Stretching of one Si–H bond in neutral singlet silane (SiH₄), computed with afq 1 (own AFQMC program) and Ansatz 0.2.0 in the 6-31G basis, with frozen cores at the correlated levels. Each level's energies are counted from its own value at 1.4846 Å (RHF determinant, PBE0/def2-TZVP geometry). R and U mark restricted and unrestricted determinants.

```
point distance (Å)  number  determinant  HF, energy from the start of the scan (eV)  MP2, energy from the start of the scan (eV)  CCSD(T), energy from the start of the scan (eV)  phaseless AFQMC, energy from the start of the scan (eV)  FCI, energy from the start of the scan (eV)  PBE, energy from the start of the scan (eV)  PBE0, energy from the start of the scan (eV)
             1.165       1            R                                       1.646                                        1.702                                            1.741                                                    1.743                                        1.742                                        1.713                                         1.673
             1.821       2            R                                       0.650                                        0.563                                            0.479                                                    0.479                                        0.477                                        0.510                                         0.574
             2.370       3            R                                       2.575                                        2.297                                            1.947                                                    1.948                                        1.937                                        2.134                                         2.322
             3.345       4            U                                       2.928                                        3.271                                            3.299                                                    3.242                                        3.231                                        3.676                                         3.688
             4.963       5            U                                       2.970                                        3.323                                            3.429                                                    3.428                                        3.427                                        3.819                                         3.802
```

Breaking one Si–H bond of silane costs about 3.4 eV in full CI (FCI), which is exact within this basis and frozen core. Against that curve HF errs by up to 0.6 eV and MP2 by up to 0.4 eV, and for both the sign of the error changes along the way. CCSD(T) stays within about 0.01 eV except at 3.345 Å, where it errs by 0.07 eV. The determinant column describes HF and the levels built on it, not the functionals: in the rows marked R the two electrons of each pair share one orbital; in the rows marked U each spin has its own orbitals.

All energies are counted from the start of the scan, so an error in the table is a difference of two errors. Let $m(d)$ be the correlation energy that a level leaves out at distance $d$, that is, the height of its total energy above that of FCI, and let $d_0$ be the start. The error of the curve is then

$$\Delta(d)=m(d)-m(d_0).$$

A level that leaves out the same amount everywhere gives a perfect curve, however large that amount is. HF leaves out 2.3 eV at the start, so its curve depends on how this large quantity changes as the bond opens.

On the restricted rows it grows, and ever faster. Between the start and 1.821 Å the part left out by HF increases by about 0.5 eV per ångström, and between 1.821 and 2.370 Å by about 0.8 eV per ångström. HF therefore makes the stretched bond too expensive, by 0.64 eV at 2.370 Å. This is the error of the restricted determinant. At this length it is expected to be unstable already, with an unrestricted one lying lower, so part of this error comes from staying on the restricted branch.

The reason is the shape of the restricted wave function. Both bonding electrons occupy one orbital spread over silicon and hydrogen, so each electron chooses its side without regard to the other. In a long bond they would then be found on the same atom half of the time, as ion pairs that cost several electronvolts. The true ground state avoids this by mixing in the configuration with both electrons in the antibonding orbital, which cancels the ionic part. Near the normal bond length little of this mixing is needed, but it becomes essential as the bonding and antibonding orbitals approach each other in energy.

An unrestricted determinant removes the ionic part in another way: it puts one electron on hydrogen and the other, with opposite spin, on the silyl group. In the two long unrestricted rows the HF error has changed sign, and at 4.963 Å HF makes the broken bond too cheap by 0.46 eV. The cause is now ordinary correlation, the mutual avoidance of electrons that are close together. The intact molecule has more of it than the fragments, and since HF leaves it out, HF places the molecule too high relative to them.

The size of this effect can be estimated by counting pairs. Correlation energy can be written as a sum over pairs of electrons, and silane has eight valence electrons that are nearly equivalent at the start. Each pair contains two electrons, so adding up the shares of all eight electrons counts every pair twice, and one electron takes part in $2/8$ of the sum. If the other pairs keep their energies, the departing electron removes a quarter of the correlation energy, because a lone hydrogen atom has none. For $n$ equivalent electrons the fraction would be $2/n$.

With the correlation energy at the start, the estimate for the HF error at the far end is

$$\Delta_{\mathrm{HF}}\approx-\tfrac{2}{8}\times 2.343\ \mathrm{eV}\approx-0.59\ \mathrm{eV}.$$

The calculation gives −0.46 eV, so the count has the right sign and is about 30 % too large. No constant was adjusted, and the far unrestricted row does not enter the estimate. The weak step is that the remaining pairs are frozen: the silyl group keeps more correlation energy than the count allows, perhaps because its electrons rearrange once the hydrogen has left. Applied to the part that MP2 leaves out, the same count is about 60 % too large, as the output below shows.

The same bookkeeping exposes a deceptive success. At 3.345 Å MP2 errs by only 0.04 eV, less than CCSD(T). Yet MP2 leaves out 0.71 eV of correlation energy at that distance and 0.67 eV at the start, and the two nearly cancel. CCSD(T) leaves out less than 0.1 eV at either point, so its larger error on the curve belongs to a far better description of the electrons.

The clearest view of the unrestricted failure comes from the last two rows, which share the same kind of determinant and need no reference to the start. Between 3.345 and 4.963 Å FCI still rises by 196 meV: at the shorter of these distances, a noticeable part of the bond is left. HF rises by only 42 meV and MP2 by 52 meV, as if the bond were already almost broken. CCSD(T) finds about two thirds of the FCI rise.

Theory traces this loss to spin. With one up electron on hydrogen and one down electron on silyl, the determinant is close to an equal mixture of a singlet and a triplet. The singlet is held together by the remaining bond, while the triplet is repulsive, so the energy of the mixture lies roughly halfway between them and is nearly flat. The proper singlet also needs the swapped arrangement, with the down electron on hydrogen and the up electron on silyl, in equal weight. Ordinary correlation between fragments this far apart is small, so nearly all of the shortfall is expected to come from the missing spin coupling of the two electrons, though the table does not separate the two parts.

The swapped arrangement also explains why adding correlation does not cure the fault at once. Seen from the determinant, it is a double excitation that moves each electron to the other fragment. MP2 judges its cost from orbital energies, as if two expensive charge transfers had to be paid for, although the completed swap costs almost nothing; it therefore mixes in far too little. Coupled cluster can give the swap more weight, but the other electrons must then correlate on top of both arrangements, and this calls for higher excitations that CCSD(T) treats only in part. The swap is therefore expected to stay well short of equal weight, which leaves some of the repulsive triplet in the energy. At 4.963 Å singlet and triplet are nearly equal in energy, the wrong mixture costs little, and the CCSD(T) error falls back to 2 meV.

These failures leave traces that can be read without FCI. From 2.370 to 3.345 Å HF climbs by about 0.35 eV while CCSD(T) climbs by about 1.4 eV, and the determinant changes from R to U. The HF points belong to two different branches and should not be joined into one curve. The change of branch is expected to explain only part of the mismatch, because the unrestricted curve itself levels off too early and too low. At 3.345 Å CCSD(T) and phaseless AFQMC disagree by 57 meV, whereas in the other rows they agree within 2 meV. Such a disagreement is a sound warning, but it does not by itself identify the cause. In principle the two series could also follow different spin states; the makers of the data name this risk from tests on other systems, but none of the runs here reports it. Agreement is no guarantee either, since at 2.370 Å both lie about 10 meV above FCI. The AFQMC runs themselves warn that their statistical error does not include the bias of the phaseless constraint.

The functionals need a different reading. At the far end PBE and PBE0 lie almost 0.4 eV above FCI, but this gap is not their error against nature. The basis has no polarisation functions, which are expected to strengthen the Si–H bond already at the HF level and which correlated wave functions need in addition to keep electrons apart; a functional does not rely on them for its correlation. A larger basis is therefore expected to raise the bond energy more in FCI than in the functionals, though the table does not test this. The more telling sign is that both functionals, like the unrestricted levels, rise too little between the last two rows: 143 meV for PBE and 114 meV for PBE0. A general note supplied with the data warns that functionals break spin symmetry on part of the curve. The same mixture of singlet and triplet is therefore the expected cause here too, but the table does not list their spin and so cannot confirm it.

Printed output of the fit:

```
Error against full CI in meV:
    row    HF   MP2  CCSD(T)  phaseless AFQMC  PBE  PBE0  CCSD(T) less AFQMC
  1.165   -96   -40       -1                1  -29   -69                  -2
  1.821   173    86        2                2   33    97                   0
   2.37   638   360       10               11  197   385                  -1
  3.345  -303    40       68               11  445   457                  57
  4.963  -457  -104        2                1  392   375                   1
Correlation energy missing in HF at the start (eV): 2.343
Correlation energy missing in MP2 at the start (eV): 0.67
Correlation energy missing in CCSD(T) at the start (eV): 0.00884
Correlation energy still missing in eV:
    row     HF    MP2  CCSD(T)  percent recovered by MP2
  1.165  2.247   0.63  0.00784                     71.97
  1.821  2.516  0.756  0.01084                     69.96
   2.37  2.981   1.03  0.01884                     65.45
  3.345   2.04   0.71  0.07684                      65.2
  4.963  1.886  0.566  0.01084                     69.99
Growth of RHF missing part from 1.165 angstrom to the start (eV per angstrom): 0.3004
Growth from the start to 1.821 angstrom (eV per angstrom): 0.5143
Growth from 1.821 to 2.370 angstrom (eV per angstrom): 0.847
Rise from 3.345 to 4.963 angstrom in full CI (meV): 196
Same rise in HF (meV): 42
Same rise in MP2 (meV): 52
Same rise in CCSD(T) (meV): 130
Same rise in phaseless AFQMC (meV): 186
Same rise in PBE (meV): 143
Same rise in PBE0 (meV): 114
Share of the full CI rise found by HF (percent): 21.43
Share of the full CI rise found by CCSD(T) (percent): 66.33
Pair count estimate of the HF error at 4.963 angstrom (meV): -585.8
Estimate over computed HF error: 1.282
Pair count estimate of the MP2 error at 4.963 angstrom (meV): -167.5
Estimate over computed MP2 error: 1.611
```
